**Notes: Brillouin's theorem in four π orbitals**

I write $H=\sum h_{pq}a_p^\dagger a_q+\tfrac14\sum\langle pq||rs\rangle a_p^\dagger a_q^\dagger a_s a_r$ in real orthonormal spin orbitals, with $\Phi_i^a=a_a^\dagger a_i\Phi_0$. The Slater–Condon rule gives

$$\langle\Phi_0|H|\Phi_i^a\rangle=h_{ia}+\sum_j^{\rm occ}\langle ij||aj\rangle=f_{ia},$$

with $f$ built from the orbitals occupied in $\Phi_0$, whatever they are. Rotating $i\to i+\kappa a$ changes the energy by $2\kappa f_{ia}$, so $f_{ia}=0$ where the determinant is stationary, that is for Hartree–Fock orbitals (closed-shell or unrestricted). $H$ moves two electrons at most, so excitation levels differing by three or more never couple. At fixed $M_S$, with $K$ spatial orbitals, a determinant reaches at most $N_\alpha(K-N_\alpha)+N_\beta(K-N_\beta)$ singles and $\binom{N_\alpha}{2}\binom{K-N_\alpha}{2}+\binom{N_\beta}{2}\binom{K-N_\beta}{2}+N_\alpha N_\beta(K-N_\alpha)(K-N_\beta)$ doubles (choose holes and particles, $\alpha\alpha$, $\beta\beta$ or $\alpha\beta$).

**Model.** Pariser–Parr–Pople trans-butadiene, $K=4$, $N_\alpha=N_\beta=2$, site energy set to zero:

$$H=\beta\sum_{r=1}^{3}\sum_\sigma(a^\dagger_{r\sigma}a_{r+1,\sigma}+{\rm h.c.})+\gamma_0\sum_r n_{r\uparrow}n_{r\downarrow}+\sum_{r<s}\gamma_{rs}(n_r-1)(n_s-1).$$

Assumed inputs: $\beta=-2.4$ eV, $\gamma_0=11.13$ eV, equal bonds of 1.40 Å, angles of 120°, Ohno form $\gamma=k/\sqrt{r^2+(k/\gamma_0)^2}$, $k=e^2/4\pi\varepsilon_0=14.40$ eV Å. With $r_{13}=\sqrt3\,r_{12}$, $r_{14}=\sqrt7\,r_{12}$ I get $\gamma_{12}=\gamma_{23}=7.55$, $\gamma_{13}=5.24$, $\gamma_{14}=3.67$ eV and use these rounded values as exact. All numbers below are the model's; the real molecule alternates its bond lengths.

**One angle.** I keep the end-to-end symmetry and unit charge on each site. With $s=\sin\varphi$, $c=\cos\varphi$, $x=2\varphi$, the site coefficients times $\sqrt2$ are

$$\psi_1=(s,c,c,s),\;\psi_2=(c,s,-s,-c),\;\psi_3=(c,-s,-s,c),\;\psi_4=(s,-c,c,-s).$$

Filling $\psi_1,\psi_2$ gives $P_{rr}=1$, $P_{12}=P_{34}=\sin x$, $P_{23}=-P_{14}=\cos x$, $P_{13}=P_{24}=0$. The Fock matrix has a constant diagonal and $F_{rs}=\beta_{rs}-\tfrac12P_{rs}\gamma_{rs}$. Then $f_{14}=f_{23}=0$ by symmetry, and with $\Delta=\gamma_{14}-\gamma_{12}=-3.88$ eV

$$f\equiv f_{13}=-f_{24}=sc\,(F_{14}-F_{23})+\cos x\,F_{12}=\beta\left(\cos x-\tfrac12\sin x\right)+\tfrac14\Delta\sin x\cos x,$$

$$E_0=\gamma_0-\gamma_{12}+\beta(4\sin x+2\cos x)-\tfrac12\Delta\cos^2x .$$

Differentiating, $dE_0/d\varphi=8f$. This is the general rule: $\psi_1'=\psi_3$, $\psi_2'=-\psi_4$, four spin orbitals giving $2f$ each.

Hückel orbitals cancel only the $\beta$ term: $\tan x=2$, $x=63.43^\circ$, leaving $f=\Delta/10=-0.388$ eV. It is exchange, which favours the density $P_{12}^2$ between neighbours over $P_{14}^2$ between the ends. SCF orbitals have $f=0$, or $\Delta/\beta=2\sec x-4\csc x$, whose root at the energy minimum is $x=70.08^\circ$. $P_{12}$ rises from 0.894 to 0.940 and $P_{23}$ falls from 0.447 to 0.341.

**Reference plus singles is a 2×2 problem.** $\Phi_0$ couples only to the singlet

$$S=\tfrac12\left(\Phi_1^3+\Phi_{\bar1}^{\bar3}-\Phi_2^4-\Phi_{\bar2}^{\bar4}\right),\qquad\langle\Phi_0|H|S\rangle=2f .$$

Spin and spatial symmetry leave one other candidate partner for $S$, the all-plus combination. It decouples because $f_{33}-f_{11}=f_{44}-f_{22}$ and $(11|33)=(22|44)$. In chemists' notation,

$$A=\langle S|H-E_0|S\rangle=f_{33}-f_{11}-(11|33)+(12|34)$$
$$=-\beta(\cos x+2\sin x)+\tfrac34\gamma_{12}\sin^2x+\gamma_{14}\left(\tfrac12\cos^2x-\tfrac14\sin^2x\right)-\tfrac12\gamma_{13},$$

$$\delta E=\tfrac12A-\sqrt{\tfrac14A^2+4f^2}.$$

Hückel: $A=6.910$ eV, $\delta E=-0.0861$ eV, coefficient of $S$ relative to $\Phi_0$ equal to $\delta E/2f=0.111$. SCF: $\delta E=0$, and $\Phi_0$ is an eigenvector of the 9×9 reference-plus-singles matrix.

**Doubles.** Here $(pq|tu)=\sum_{rs}\psi_{pr}\psi_{qr}\gamma_{rs}\psi_{ts}\psi_{us}$ (with $\gamma_{rr}=\gamma_0$). With $u=(1,-1,-1,1)$, $v=(1,1,-1,-1)$, $w=(1,-1,1,-1)$ the orbital products are $\rho_{13}=\rho_{24}=\tfrac14u\sin x$, $\rho_{12}=\rho_{34}=\tfrac14v\sin x$, $\rho_{23}=\tfrac14(w+v\cos x)$, $\rho_{14}=\tfrac14(w-v\cos x)$, and $u\gamma u=15.80$, $v\gamma v=31.32$, $w\gamma w=12.84$, $w\gamma v=7.76$ eV. I define $B=(14|23)-(13|24)$, so that $\langle\Phi_0|H|\Phi_{12}^{34}\rangle=\langle12||34\rangle=-B$, and $D=a^\dagger_3a^\dagger_{\bar3}a_{\bar2}a_2\Phi_0$. Each of the four terms of $S$ contributes $-\tfrac12(12|23)$ to $\langle S|H|D\rangle$, since $\rho_{34}=\rho_{12}$.

| element (eV) | determinants reached from $\Phi_0$ | Hückel | SCF |
|---|---|---|---|
| $f_{13}=-f_{24}$ | 4 | −0.388 | 0 |
| $(13\vert13)=(13\vert24)=(24\vert24)$ | 4 | 0.790 | 0.873 |
| $(23\vert23)$ | 1 | 1.628 | 1.360 |
| $(14\vert14)$ | 1 | 0.760 | 0.699 |
| $(14\vert23)$ | 2 | 0.411 | 0.575 |
| $-B$ | 2 | 0.379 | 0.298 |
| $A$ | – | 6.910 | 7.118 |
| $\langle S\vert H\vert D\rangle=-2(12\vert23)$ | – | −2.434 | −2.166 |

**Against the general count.** The 36 determinants split as 1 + 8 + 18 + 8 + 1 over reference, S, D, T, Q. The formulas give $4+4=8$ singles and $1+1+16=18$ doubles, so any row has at most 26 off-diagonal elements and at least 9 zeros. The count is an upper bound. Symmetry confines $\Phi_0$ to a block of 20 = 1 + 4 + 10 + 4 + 1, and its row has 14 nonzero off-diagonal elements with Hückel orbitals and 10 with SCF orbitals.

| | 0 | S | D | T | Q |
|---|---|---|---|---|---|
| 0 | $E_0$ | $f_{ia}$ | × | 0 | 0 |
| S | | × | × | × | 0 |
| D | | | × | × | × |
| T | | | | × | × |
| Q | | | | | × |

The zeros 0–T, 0–Q, S–Q hold at every $x$. The band edges are filled: $\Phi_1^3$ meets the triple obtained by adding $2\to4$, $\bar1\to\bar3$ through $(24|13)$, and $\Phi_{1\bar1}^{3\bar3}$ meets Q through $(24|24)$. Only 0–S depends on the orbitals for its vanishing.

**Singles CI is not SCF.** From the formula for $E_0$, going from Hückel to SCF gains $-0.0907$ eV, and the 2×2 problem recovers 95 % of this. The reason shows at second order. $\Phi_0'=2S$, while $\Phi_0''$ contains products of singles, so $d^2E_0/d\varphi^2=8(A+B)$. A Newton step gains $-4f^2/(A+B)=-0.0922$ eV, linear CI $-4f^2/A=-0.0872$ eV. The difference is the term $B$, which comes from doubles.

**Singles survive Brillouin.** At the SCF angle $\langle S|H|D\rangle$ is still −2.166 eV, so the doubles feed $S$ an amplitude of the form $-\sum_D H_{SD}c_D/A$. In Møller–Plesset order counting this is second order in the wavefunction and fourth order in the energy, whereas with Hückel orbitals the term $-4f^2/A$ appears without any doubles. The full CI spectrum is independent of $x$, since changing the angle is an orthogonal transformation of the 36 determinants; the angle only decides how the same ground state is shared among the levels.